Two benzene rings are joined by two bridges, one a boron atom and the other a nitrogen atom, each carrying a methyl group. One of the rings also bears a cyano group. A calculation with a range-separated hybrid functional gives the lowest singlet excitations of this molecule, the states it can reach by absorbing light. For five of them the results are known; for the sixth, only the pair of orbitals that contributes most. How much can be foretold from five neighbours and one label?

The six lowest singlet excitations of the molecule C15H13BN2, calculated with PySCF 2.14.0 using Tamm–Dancoff CAM-B3LYP/def2-SVP with density fitting and a frozen core. The excitations are vertical, in the gas phase, at the GFN2-xTB geometry. Exciton size is the root-mean-square electron–hole distance.

```tsv
row	singlet energy (eV)	singlet oscillator strength	singlet exciton size (Å)	singlet orbital overlap lambda	singlet main from	singlet main to
1	4.060	0.117	3.930	0.670	HOMO	LUMO
2	4.680	0.101	3.880	0.670	HOMO	LUMO+1
3	5.170	0.269	3.310	0.660	HOMO	LUMO+2
4	5.580	1.266	3.840	0.650	HOMO-1	LUMO
5	5.820	0.005	3.290	0.530	HOMO-4	LUMO
6	?	?	?	?	HOMO	LUMO+2
```

The label names the orbital that an electron leaves and the one it enters. HOMO is the highest occupied orbital, LUMO the lowest empty one, and the numbers count further down or up from there. The excitation leaves a hole behind, and the exciton size is a typical distance between electron and hole. The overlap lambda tells how far the two orbitals of a pair occupy the same space, averaged over all pairs in the state. The oscillator strength measures how strongly the state absorbs.

The energies rise steadily, but the brightness does not follow them. The fourth state is by far the brightest, and the fifth, just above it, is almost dark. In atomic units the oscillator strength is f = (2/3) E μ², where E is the excitation energy and μ the transition dipole, the oscillating dipole through which light drives the excitation. From the first state to the fourth the energy grows only 1.4-fold, whereas μ² grows about 8-fold. The brightness is therefore mainly a matter of the transition dipole.

The overlap does not account for this, because it is nearly the same in the first four states. Overlap compares the orbitals by magnitude alone, while the transition dipole also depends on their signs. A state is usually a mixture of several pairs, and each pair adds its own dipole with a sign. Take two pairs with equal dipoles, mixed half and half. If the dipoles add, μ² is twice that of one pair; if they cancel, the state is dark, although the same orbitals take part.

The opposite limit is an electron moved to a distant part of the molecule. If a single pair does this, its two orbitals hardly meet, so both the overlap and the transition dipole become small while the exciton size grows. The fifth state fits only part of this description. It has the lowest overlap and almost no brightness, but also the smallest exciton size of the five. Its darkness is thus no sign of a charge sent far away.

For the energy of the sixth state, a crude count of pairs is a useful start. The cost of a pair is the depth of the hole below the HOMO plus the height of the electron above the LUMO. If levels are evenly dense on both sides, all pairs below a given cost fill a triangle in a plot of height against depth. The area of that triangle grows as the square of the cost, so the cost of pair number k grows as √k. Treating the attraction between electron and hole as the same for every state gives E = E₀ + b√k, a curve whose steps shrink on the way up.

A least-squares fit to the five known energies gives E₀ = 2.627 eV and b = 1.452 eV, and it meets each of them within 0.06 eV. For k = 6 the square root is 2.449, so the estimate is 2.627 + 1.452 × 2.449 ≈ 6.18 eV. The two constants merely fix the curve and should not be read as properties of the molecule. An evenly spaced ladder, fitted to the same five states, would put the sixth at about 6.4 eV, but it follows the known energies less well.

The label adds a second clue. The sixth state is led by HOMO to LUMO+2, just like the third. In the Tamm–Dancoff approximation used here, the shares of one orbital pair, summed over all states, cannot exceed one whole pair. At least one of these two states must therefore consist, by half or more, of other pairs. The label makes them relatives but not copies.

The forecast reflects this by taking half of each value from the third state and half from the average of the five known states. This is done for μ², exciton size and overlap, and the oscillator strength then follows from μ² and the forecast energy. No two of the known states share a label, so they offer no test of the recipe. The forecasts for the sixth state are:

- energy about 6.2 eV, from 5.82 eV to just above the ladder's 6.4 eV;
- oscillator strength about 0.37, between 0.03 and 1.3;
- exciton size about 3.5 Å, between 3.2 and 4.0 Å;
- overlap about 0.65, between 0.55 and 0.70.

In words, this is a state within the ordinary valence orbitals, more likely to absorb noticeably than to be dark, and without long-range charge transfer. The lower end of the energy range is firm, since the states are numbered by energy and the sixth cannot lie below the fifth. The other limits are judgements. The range for the brightness is wide because the dipoles of mixed pairs may add or cancel.

The withheld rows as computed:

```tsv
row	singlet energy (eV)	singlet oscillator strength	singlet exciton size (Å)	singlet orbital overlap lambda	singlet main from	singlet main to
6	5.880	0.172	4.520	0.660	HOMO	LUMO+2
```

Three of the four values fall within their ranges, and the exciton size falls well outside. The overlap of 0.66 is almost exactly as forecast, but the plain mean of the five known states would have done nearly as well, since this quantity hardly varies in most of the known states. The oscillator strength of 0.172 is about half the forecast. The state does absorb noticeably, yet a range that spans more than a factor of forty is easy to hit.

The energy lies inside its range but close to the lower edge. The estimate is 0.3 eV above the computed value, several times the largest misfit among the five states used for the curve. The sixth state comes only 0.06 eV above the fifth, where the smooth curve foresaw a much larger step. The simple picture itself shows why such a thing can happen. With equally spaced levels, one pair has the lowest cost, two pairs share the next and three the one after, so states come in groups, and a smooth curve gives only their average progress.

Such a small gap also limits what the numbering means. It is smaller than the usual error of this kind of calculation, so the fifth and sixth states could change places at another level of theory. Even the order of the fourth and fifth is not secure. The basis set also lacks the diffuse functions needed for an electron in a wide outer orbital. Real molecules of this kind can have such states in this energy region, and they would enter the count. For the same reason, the forecast that the state belongs to the valence orbitals has hardly been tested, because the basis leaves little room for anything else. Two limits lie in the method itself: the Tamm–Dancoff approximation distorts the energies and strengths of bright states, above all the fourth, and states in which two electrons are excited at once are missing from the count.

The instructive miss is the exciton size. At 4.52 Å it is the largest of all six, and more than 1 Å above that of the third state. Yet these two states have the same leading pair and the same overlap. Whatever separates them escapes both the label and the overlap.

A limiting case shows how this can come about. Imagine two equal rings, A and B, with one occupied and one empty orbital on each. In the whole molecule the two occupied orbitals combine into a sum and a difference, and so do the two empty ones. Each combination is spread over both rings. Now mix two excitations in equal shares: one from the occupied sum to the empty sum, the other from the occupied difference to the empty difference.

If the two are added, the parts in which electron and hole sit on different rings cancel. The electron is then always on the same ring as the hole, and the exciton is small. If they are subtracted, the parts with both on one ring cancel instead. The electron is then always on the ring that the hole is not on, and the exciton is as large as the distance between the rings. The shares are the same in both mixtures and so is the overlap, because both depend on magnitudes and not on the sign between the pairs.

This exposes the flaw in the forecast. The overlap of a state is a true average over its pairs, so averaging is a fair way to guess it. The exciton size is not, because it also depends on how the pairs interfere. Two states made from the same pairs can lie on opposite sides of any average, one compact and one extended. The transition dipole interferes in the same way, which the forecast allowed for with a wide range; for the exciton size it made no such allowance.

The third and sixth states resemble such a couple. In both, the two largest contributions are HOMO to LUMO+2 and HOMO-2 to LUMO, which together make up more than half of the state. Different states must be orthogonal: the products of their matching contributions, signs included, sum to zero. With shares this large, that is possible only if the two pairs are joined with opposite signs in the two states.

The positions of electron and hole fit this picture. Neither is spread more widely in the sixth state than in the third, so the larger exciton does not come from an electron that reaches further out. What changes is the correlation between the two positions. Its coefficient is 0.43 in the third state, where the electron tends to be on the same side of the molecule as the hole, and −0.18 in the sixth, where it leans towards the opposite side. The preference is milder than in the limiting case, as one would expect when the rings are unequal and connected and other pairs take part.

The practical lesson is to treat a repeated orbital label as a sign of kinship and no more. When two states share a label and an overlap, their exciton sizes and transition dipoles can still tell them apart. A high overlap does not guarantee that electron and hole stay together: it says that both visit the same places, not that they do so at the same time.

Nor does a large exciton prove that charge has moved from one end of the molecule to the other. In the sixth state the average positions of electron and hole lie only about 0.25 Å apart, although the typical distance between the two is 4.52 Å. Opposite arrangements of electron and hole nearly balance, so the forecast of no long-range charge transfer holds for the net charge. A one-way transfer would instead pull the average positions apart. To recognise it, read the exciton size together with the distance between those positions.
